## Appendix: Momentum-space form of a central-field orbital

### A.1 Premises and conventions

Hartree atomic units are used ($\hbar=m_e=e=4\pi\varepsilon_0=1$). Momenta are in units of $\hbar/a_0=3.729$ keV$/c$, written a.u. The momentum amplitude of a one-electron function $\psi$ is

$$\phi(\mathbf p)=(2\pi)^{-3/2}\int e^{-i\mathbf p\cdot\mathbf r}\,\psi(\mathbf r)\,d^3r, \tag{A1}$$

which is unitary by Plancherel's theorem, so that $n(\mathbf p)=|\phi(\mathbf p)|^2$ is the momentum density. The orbital is $\psi=f(r)Y_{lm}(\hat{\mathbf r})$ with $\int_0^\infty r^2|f|\,dr<\infty$. Three standard facts are assumed. (i) The $Y_{lm}$ are orthonormal on the unit sphere, and a rotation mixes the $2l+1$ functions of one $l$ by a unitary matrix. (ii) $Y_{l0}=\sqrt{(2l+1)/4\pi}\,P_l(\cos\theta)$ with $P_l(1)=1$, and $Y_{lm}$ vanishes on the polar axis for $m\neq0$. (iii) The Legendre polynomials are complete on $[-1,1]$, with $\int P_lP_{l'}\,dt=2\delta_{ll'}/(2l+1)$ and $P_l(t)=(2^ll!)^{-1}\,d^l(t^2-1)^l/dt^l$. The phase convention of $Y_{lm}$ drops out, provided the same functions are used in both spaces.

The form of the answer follows from symmetry. In the momentum representation $\mathbf r=i\nabla_p$. The cross product pairs only commuting components, so $\mathbf L=\mathbf r\times\mathbf p=-\mathbf p\times\mathbf r=-i\,\mathbf p\times\nabla_p$, the same differential operator as $-i\,\mathbf r\times\nabla_r$. Hence $\phi$ is an eigenfunction of $L^2$ and $L_z$ with the same $l$ and $m$, and it is $Y_{lm}(\hat{\mathbf p})$ times a function of $p$. Because $L_\pm$ also keep their form, that function does not depend on $m$. The plane-wave expansion supplies it.

### A.2 Plane-wave expansion

*Legendre coefficients.* Put $x=pr$ and $t=\hat{\mathbf p}\cdot\hat{\mathbf r}$, and expand $e^{ixt}=\sum_l a_l(x)P_l(t)$. By (iii), $a_l=\frac{2l+1}{2}\int_{-1}^1e^{ixt}P_l\,dt$. Insert Rodrigues' formula and integrate by parts $l$ times. The boundary terms vanish because $(t^2-1)^l$ has zeros of order $l$ at $t=\pm1$. Each step gives a factor $-ix$, and $(-1)^l(t^2-1)^l=(1-t^2)^l$. The sine part of the exponential is odd in $t$ and drops out. Thus

$$\int_{-1}^1e^{ixt}P_l(t)\,dt=2i^lj_l(x),\qquad j_l(x)\equiv\frac{x^l}{2^{l+1}l!}\int_{-1}^1\cos(xt)\,(1-t^2)^l\,dt. \tag{A2}$$

*Identification of $j_l$.* Expand the cosine and use $\int_{-1}^1t^{2k}(1-t^2)^l\,dt=\Gamma(k+\frac12)\,l!/\Gamma(k+l+\frac32)$ with $\Gamma(k+\frac12)=\sqrt\pi\,(2k)!/(4^kk!)$:

$$j_l(x)=\frac{\sqrt\pi}{2}\sum_{k=0}^\infty\frac{(-1)^k(x/2)^{2k+l}}{k!\,\Gamma(k+l+\frac32)}. \tag{A3}$$

This is the series of the spherical Bessel function $\sqrt{\pi/2x}\,J_{l+1/2}(x)$. For $l=0$, (A2) gives $j_0=\sin x/x$. Two properties are needed. First, $|\cos|\le1$ in (A2) bounds $|j_l(x)|$ by the $k=0$ term of (A3), which is $x^l/(2l+1)!!$. Second, dividing (A3) by $x^l$, differentiating term by term and shifting $k\to k+1$ gives

$$\frac{d}{dx}\left[x^{-l}j_l(x)\right]=-x^{-l}j_{l+1}(x). \tag{A4}$$

*Addition theorem.* The sum $\sum_mY_{lm}(\hat{\mathbf p})Y^*_{lm}(\hat{\mathbf r})$ is unchanged when both vectors are rotated together, because the mixing matrix in (i) is unitary. Rotate $\hat{\mathbf r}$ onto the polar axis. By (ii) only $m=0$ survives, and the polar angle of $\hat{\mathbf p}$ then has cosine $t$:

$$\sum_{m=-l}^lY_{lm}(\hat{\mathbf p})Y^*_{lm}(\hat{\mathbf r})=\frac{2l+1}{4\pi}P_l(t). \tag{A5}$$

*Result.* From (A2), $e^{ixt}=\sum_l(2l+1)i^lj_l(x)P_l(t)$. Taking the complex conjugate, in which $j_l$ and $P_l$ are real, and inserting (A5),

$$e^{-i\mathbf p\cdot\mathbf r}=4\pi\sum_{l=0}^\infty\sum_{m=-l}^l(-i)^lj_l(pr)\,Y_{lm}(\hat{\mathbf p})\,Y^*_{lm}(\hat{\mathbf r}). \tag{A6}$$

Since $|P_l|\le1$, the $l$-th term is bounded by $x^l/(2l-1)!!$, so at fixed $pr$ the series converges uniformly in the angles.

### A.3 The transform

The integral (A1) converges absolutely, so the angular part may be done first at fixed $r$. Uniform convergence allows (A6) to be integrated term by term against $Y_{lm}(\hat{\mathbf r})$, and orthonormality leaves the single term $4\pi(-i)^lj_l(pr)Y_{lm}(\hat{\mathbf p})$. With $4\pi/(2\pi)^{3/2}=\sqrt{2/\pi}$,

$$\phi(\mathbf p)=(-i)^l\,Y_{lm}(\hat{\mathbf p})\,g(p),\qquad g(p)=\sqrt{\frac2\pi}\int_0^\infty r^2j_l(pr)f(r)\,dr. \tag{A7}$$

The inverse transform has the kernel $e^{+i\mathbf p\cdot\mathbf r}$ and produces $(+i)^l$ by the same steps. The phases cancel, and $f(r)=\sqrt{2/\pi}\int_0^\infty p^2j_l(pr)g(p)\,dp$. Unitarity gives $\int g^2p^2dp=\int f^2r^2dr$ for real $f$. Applying (A1) twice sends $\psi(\mathbf r)$ to $\psi(-\mathbf r)$, which agrees with $(-i)^{2l}=(-1)^l$, the parity of $Y_{lm}$. The phase $(-i)^l$ cancels in the density of a single $l$ but not in a hybrid: for real $s$ and $p_z$ parts the two amplitudes are in quadrature, the cross term vanishes, and $n(\mathbf p)=n(-\mathbf p)$, as for any real $\psi$. Linearity extends (A7) to real harmonics. The bound on $j_l$ shows that $g$ vanishes at least as $p^l$ at small $p$ when $\int r^{l+2}|f|\,dr$ is finite.

### A.4 The radial integral for $f=r^le^{-\zeta r}$

Define, for $\zeta>0$,

$$I_l(p)=\int_0^\infty r^{l+2}j_l(pr)\,e^{-\zeta r}\,dr .$$

*Start.* For $l=0$,

$$I_0=\frac1p\,\mathrm{Im}\int_0^\infty re^{-(\zeta-ip)r}dr=\frac1p\,\mathrm{Im}\frac{(\zeta+ip)^2}{(\zeta^2+p^2)^2}=\frac{2\zeta}{(\zeta^2+p^2)^2}.$$

*Recurrence.* Write $p^{-l}j_l(pr)=r^l(pr)^{-l}j_l(pr)$. By (A4) its $p$ derivative is $-r\,p^{-l}j_{l+1}(pr)$. The exponential dominates every power of $r$, so differentiation under the integral sign is allowed, and

$$I_{l+1}=-p^l\frac{d}{dp}\left[p^{-l}I_l\right]. \tag{A8}$$

*Induction.* Suppose $I_l=C_l\zeta p^l(\zeta^2+p^2)^{-l-2}$, which holds for $l=0$ with $C_0=2$. Then (A8) gives $I_{l+1}=2(l+2)C_l\,\zeta p^{l+1}(\zeta^2+p^2)^{-l-3}$, the same form with $C_{l+1}=2(l+2)C_l$. The solution is $C_l=2^{l+1}(l+1)!$, so

$$\int_0^\infty r^{l+2}j_l(pr)e^{-\zeta r}dr=\frac{2^{l+1}(l+1)!\,\zeta\,p^l}{(\zeta^2+p^2)^{l+2}}. \tag{A9}$$

*Other powers.* A factor $r^k$ with integer $k>0$ is produced by $(-\partial/\partial\zeta)^k$ acting on (A9). A factor $1/r$ is produced by integrating (A9) over $\zeta$ from $\zeta$ to infinity:

$$\int_0^\infty r^{l+1}j_l(pr)e^{-\zeta r}dr=\frac{2^l\,l!\,p^l}{(\zeta^2+p^2)^{l+1}}. \tag{A10}$$

These rules cover every Slater function $r^{n-1}e^{-\zeta r}Y_{lm}$ with integer $n\ge l$.

*Normalised orbital.* From $\int r^{2l+2}e^{-2\zeta r}dr=(2l+2)!/(2\zeta)^{2l+3}$,

$$g_l(p)=\sqrt{\frac2\pi}\,\sqrt{\frac{(2\zeta)^{2l+3}}{(2l+2)!}}\;\frac{2^{l+1}(l+1)!\,\zeta\,p^l}{(\zeta^2+p^2)^{l+2}}. \tag{A11}$$

*Test of the constant.* The substitution $p^2=\zeta^2u$ gives $\int_0^\infty p^{2l+2+k}(\zeta^2+p^2)^{-2l-4}dp=\frac12\zeta^{k-2l-5}B(l+\frac{3+k}2,\,l+\frac{5-k}2)$, with $B$ the beta function. For $k=0$ the duplication formula $\Gamma(l+\frac32)\,(l+1)!=2^{-2l-2}\sqrt\pi\,(2l+2)!$ and $\Gamma(l+\frac52)=(l+\frac32)\Gamma(l+\frac32)$ give $B=2^{-4l-5}\pi(2l+2)!/[(l+1)!]^2$. The squared prefactor in (A11), times $\frac12\zeta^{-2l-5}$, is the reciprocal of this, so $\int g_l^2p^2dp=1$. For $k=2$ the arguments of $B$ are merely exchanged, so $\langle p^2\rangle=\zeta^2$ for every $l$. The moments $\langle p^k\rangle$ exist for $-(2l+3)<k<2l+5$.

*Test against the Coulomb problem.* Transform $(-\frac12\nabla^2+\frac12\zeta^2)\psi=Z\psi/r$. The left side is $\frac12(\zeta^2+p^2)$ times (A9) and the right side is $Z$ times (A10). They are equal for all $p$ if and only if $(l+1)\zeta=Z$, the nodeless hydrogenic level with $n=l+1$ and energy $-Z^2/2n^2$.

### A.5 Compton profile

For one electron with Hamiltonian $H=\frac12p^2+V(\mathbf r)$ in the eigenstate $\psi$ of energy $E_0$, non-resonant and non-relativistic X-ray scattering with momentum transfer $\mathbf K=K\hat{\mathbf z}$ and energy transfer $\omega$ is proportional to $S=\sum_f|\langle f|e^{iKz}|\psi\rangle|^2\delta(\omega-E_f+E_0)$. This is a premise. Closure over $f$ and the identity $e^{-iKz}He^{iKz}=H+Kp_z+\frac12K^2$ give

$$KS=\langle\psi|\,\delta(q-p_z-H'/K)\,|\psi\rangle,\qquad q=\frac{\omega-K^2/2}{K},\quad H'=H-E_0. \tag{A12}$$

Positive $q$ here means an energy transfer above the free-electron value. The impulse approximation drops $H'/K$ and leaves the Compton profile $J(q)=\iint n(p_x,p_y,q)\,dp_x\,dp_y$, with unit area. Since $|Y_{lm}|^2$ does not depend on the azimuth and $p_\perp dp_\perp=p\,dp$ at fixed $p_z=q$,

$$J_{lm}(q)=2\pi\int_{|q|}^\infty g^2(p)\,|Y_{lm}|^2_{\cos\theta=q/p}\;p\,dp. \tag{A13}$$

For a filled subshell (A5) at $t=1$ replaces $|Y_{lm}|^2$ by $1/4\pi$ per electron, and $J=\frac12\int_{|q|}^\infty g^2p\,dp$. With $u=\zeta^2+p^2$ and $p\,dp=\frac12du$ the integrals are powers of $u$. For $l=0$, $g_0^2=32\zeta^5/(\pi u^4)$ and

$$J_{1s}(q)=\frac{8\zeta^5}{3\pi(\zeta^2+q^2)^3}. \tag{A14}$$

For $l=1$, $g_1^2=512\zeta^7p^2/(3\pi u^6)$. With $|Y_{10}|^2=3q^2/(4\pi p^2)$ and $|Y_{1\pm1}|^2=3(p^2-q^2)/(8\pi p^2)$,

$$J_{10}=\frac{128\zeta^7q^2}{5\pi(\zeta^2+q^2)^5},\quad J_{1\pm1}=\frac{16\zeta^7}{5\pi(\zeta^2+q^2)^4},\quad \bar J_{2p}=\frac{32\zeta^7(\zeta^2+5q^2)}{15\pi(\zeta^2+q^2)^5}, \tag{A15}$$

where $\bar J_{2p}$ is the mean of the three. The nodal plane of $Y_{10}$ carries over to momentum space and makes $J_{10}(0)=0$.

### A.6 First correction to the impulse approximation

The size of the dropped term can be found for $V=-\zeta/r$, of which the 1s Slater function is the ground state. The Fourier transform of (A12) is $\int KS\,e^{-iqs}dq=\langle e^{-is(p_z+H'/K)}\rangle$, and its term of order $1/K$ is

$$B_1(s)=-\frac iK\int_0^sds'\,\langle\psi|e^{-i(s-s')p_z}H'e^{-is'p_z}|\psi\rangle .$$

The exponentials translate along $z$, so bra and ket are 1s functions on centres A and B a distance $s$ apart, and the centre of $V$ lies between them at distance $s'$ from B. The part $\frac12p^2-E_0$ commutes with translations and turns the ket into $\zeta\psi/r_B$. The part $V$, integrated over $s'$, is the potential of a uniform segment, $-\zeta\ln[(\xi+1)/(\xi-1)]$, in the coordinates $\xi=(r_A+r_B)/s$, $\eta=(r_A-r_B)/s$. The volume element is $(s/2)^3(\xi^2-\eta^2)\,d\xi\,d\eta\,d\varphi$ and the orbital product is $(\zeta^3/\pi)e^{-\tau\xi}$ with $\tau=\zeta s$. Integrating over $\eta$ and $\varphi$, and over $\xi$ in the first part, gives for $s>0$

$$B_1=-\frac{i\zeta}K\left[\tau(1+\tau)e^{-\tau}-\frac{\tau^3}2\int_1^\infty(\xi^2-\tfrac13)\,e^{-\tau\xi}\ln\frac{\xi+1}{\xi-1}\,d\xi\right].$$

$B_1$ is imaginary and $KS$ is real, so $B_1$ is odd in $s$. Inversion gives $J^{(1)}=(\pi K)^{-1}\int_0^\infty\sin(y\tau)\,[\dots]\,d\tau$ with $y=q/\zeta$. From $\int_0^\infty\tau^ke^{-\xi\tau}\sin(y\tau)\,d\tau=\mathrm{Im}\,k!\,(\xi-iy)^{-k-1}$, the first term yields $8y/(1+y^2)^3$ and the second $-3\,\mathrm{Im}\int_1^\infty(\xi^2-\frac13)(\xi-iy)^{-4}\ln\frac{\xi+1}{\xi-1}\,d\xi$. Integration by parts, with the antiderivative of the rational factor chosen to vanish at $\xi=1$, leaves a rational integrand, and partial fractions give $-(4y+\frac{16}3\arctan y)/(1+y^2)^3$. Dividing the sum by (A14),

$$\frac{J^{(1)}(q)}{J_{1s}(q)}=\frac{2\zeta}{K}\left[\frac{3y}4-\arctan y\right]. \tag{A16}$$

The moments test this. Because $H'\psi=0$, (A12) gives $\langle q\rangle=0$ and $\langle q^3\rangle=\langle p_zH'p_z\rangle/K$. The function $p_z\psi=i\zeta\cos\theta\,\psi$ has the radial factor of $\psi$ with $l=1$, so $H'$ multiplies it by $1/r^2$, and $\langle q^3\rangle=\zeta^2\cdot\frac13\cdot2\zeta^2/K$. The substitution $y=\tan\vartheta$ shows that (A16) reproduces both values. The correction is odd in $q$, vanishes at $q=0$, and cancels to this order when the two wings of a spectrum are averaged.

### A.7 Range of validity

Equation (A7) holds for any $f$ with $r^2f$ absolutely integrable, and for any square-integrable orbital as a limit in the mean. It does not require $\psi$ to be an eigenfunction of anything but $L^2$ and $L_z$. An orbital in a non-central field is a sum over $l,m$, to which (A7) applies term by term, with the phases $(-i)^l$ retained. Equation (A9) is exact for integer $l\ge0$, real $p$ and $\mathrm{Re}\,\zeta>0$. As $\zeta\to0$ absolute convergence is lost.

The limits lie in the physical use.

1. *One exponent.* The tail $g_0\sim p^{-4}$ comes from the kink of $f$ at the nucleus. In a potential $-Z/r$ plus a bounded part, cancelling the $1/r$ terms of the radial equation requires $f'(0)=-Zf(0)$, while the decay at large $r$ is set by the orbital energy. A single $\zeta<Z$ meets neither condition, so the power law is right and its coefficient is not.
2. *Independent electrons.* The density $n$ is the sum of orbital densities only for a determinant of orthonormal orbitals. For a free Coulomb system the virial theorem makes the kinetic energy equal to $-E$, so correlation raises $\langle p^2\rangle$ by the fraction $E_{\rm corr}/E$.
3. *Impulse approximation.* It needs $K\gg\zeta$, and by (A16) it degrades in the wings as $3q/2K$.
4. *Relativity.* Spin-orbit coupling ties the orbital part to spin, and the small component has a different $l$. Both effects are of relative order $(\alpha\zeta)^2$, with $\alpha$ the fine-structure constant, and the non-relativistic tail holds only for $p\ll1/\alpha$. The recoil electron is much faster than the bound one, so $q$ must be referred to the relativistic Compton line.

### A.8 Illustration: the lithium 1s core

*Exponent.* The core is modelled as two electrons of opposite spin in one 1s Slater orbital with the assumed exponent $\zeta=2.69$. The free-ion variational problem shows where such a value comes from. The form factor of the density $(\zeta^3/\pi)e^{-2\zeta r}$ follows from (A9) with $l=0$ and exponent $2\zeta$: $F(k)=16\zeta^4/(4\zeta^2+k^2)^2$. Since $1/r$ has the Fourier kernel $4\pi/k^2$, the electron repulsion is $\frac2\pi\int_0^\infty F^2dk=\frac2\pi\cdot2\zeta\cdot\frac{5\pi}{32}=\frac58\zeta$. With $\langle p^2\rangle=\zeta^2$ and $\langle1/r\rangle=\zeta$, $E=\zeta^2-2Z\zeta+\frac58\zeta$, which is least at $\zeta=Z-\frac5{16}=2.6875$ for Li$^+$. At $\zeta=2.69$, $E=-7.223$ hartree.

*Profile.* The core profile is $2J_{1s}$. Its peak is $16/(3\pi\zeta)=0.631$ electrons per a.u., its half-width at half maximum is $\zeta\sqrt{2^{1/3}-1}=1.37$ a.u., and $\langle p^2\rangle=7.24$ a.u. per electron. Integrating (A14), the area within $|q|<y\zeta$ is $\frac4\pi[\arctan y+y/(1+y^2)+\frac23y/(1+y^2)^2]$, or 1.992 of the two electrons for $|q|<6$ a.u.

*Sensitivity to the orbital form.* Let the orbital be $(\chi_a+\lambda\chi_b)/\sqrt D$ with normalised 1s functions of assumed exponents $a=2.45$ and $b=4.57$, overlap $S_{ab}=[2\sqrt{ab}/(a+b)]^3=0.866$ and $D=1+2\lambda S_{ab}+\lambda^2$. The density is a sum of three normalised exponentials $e^{-\mu r}$ with $\mu=2a,\ a+b,\ 2b$ and weights $w=1/D,\ 2\lambda S_{ab}/D,\ \lambda^2/D$. Their one-electron energies are $h=\frac12a^2-Za$, $\frac12ab-\frac12Z(a+b)$ and $\frac12b^2-Zb$. Two such exponentials repel with energy $C=\frac2\pi\int_0^\infty\mu^4\nu^4(\mu^2+k^2)^{-2}(\nu^2+k^2)^{-2}dk=\mu\nu(\mu^2+3\mu\nu+\nu^2)/[2(\mu+\nu)^3]$. The energy $E=2\sum_iw_ih_i+\sum_{ij}w_iw_jC_{ij}$ is least at $\lambda=0.141$, where $E=-7.236$ hartree. By linearity of (A7), with $A=a^2+q^2$, $B=b^2+q^2$ and $\Delta=b^2-a^2$, the core profile is

$$\frac{16}{\pi D}\left[\frac{a^5}{3A^3}+\frac{\lambda^2b^5}{3B^3}+\frac{2\lambda(ab)^{5/2}}{\Delta^2}\left(\frac1A+\frac1B-\frac2\Delta\ln\frac BA\right)\right].$$

*Kinematics.* Assume photons of $\omega_1=60$ keV scattered through $\theta=165^\circ$. The Compton line is at $\omega_2=\omega_1/[1+(\omega_1/mc^2)(1-\cos\theta)]=48.7$ keV, the energy transfer is 11.25 keV, and $K=(\omega_1^2+\omega_2^2-2\omega_1\omega_2\cos\theta)^{1/2}/c=28.9$ a.u., treated as constant across the line. Then $\zeta/K=0.093$. The non-relativistic recoil $K^2/2$ exceeds the transfer by 0.124 keV, which would displace the origin of $q$ by 0.16 a.u. if the relativistic line position were not used. The weight of the elastic term included in the closure is $F(K)^2=1.3\times10^{-6}$.

| $q$ (a.u.) | one exponent | two exponents | (A16), per cent |
|---|---|---|---|
| 0 | 0.631 | 0.655 | 0 |
| 1 | 0.428 | 0.426 | $-1.4$ |
| 2 | 0.169 | 0.160 | $-1.5$ |
| 4 | 0.0191 | 0.0189 | 2.5 |
| 6 | 0.00296 | 0.00324 | 9.7 |

The profiles are in electrons per a.u. and belong to the two models of free Li$^+$. The one-exponent profile differs from the two-exponent one by $-3.6$ per cent at $q=0$, 5.4 per cent at $q=2$ and $-8.7$ per cent at $q=6$. The second orbital has the lower variational energy, which does not bound its profile, but the spread shows how far the choice of radial form matters. The impulse correction, estimated in the hydrogenic potential $-\zeta/r$, is of similar size in the wings. A typical correlation energy of $-0.04$ hartree for a two-electron 1s shell changes $\langle p^2\rangle$ by 0.6 per cent, and $(\alpha\zeta)^2=3.9\times10^{-4}$. The response of the core to the valence electron or to a solid environment is left out. The third figure in the table therefore serves only to compare the columns, and the peak of $0.63$ electrons per a.u. is the value of the one-exponent model, sensitive at the level of a few per cent to the radial form.

The $l=1$ case enters the core background of silicon. With a typical single exponent $\zeta=4.97$ for the 2p shell, (A15) gives $6\bar J_{2p}(0)=64/(5\pi\zeta)=0.82$ electrons per a.u. The profile is flat at the origin, $\bar J_{2p}\propto1-10y^4+\dots$, and falls to $3/16$ of its peak, 0.15 electrons per a.u., at $q=\zeta$. These are again numbers of the one-exponent model, and the impulse parameter $\zeta/K=0.17$ is larger than for lithium in the same geometry.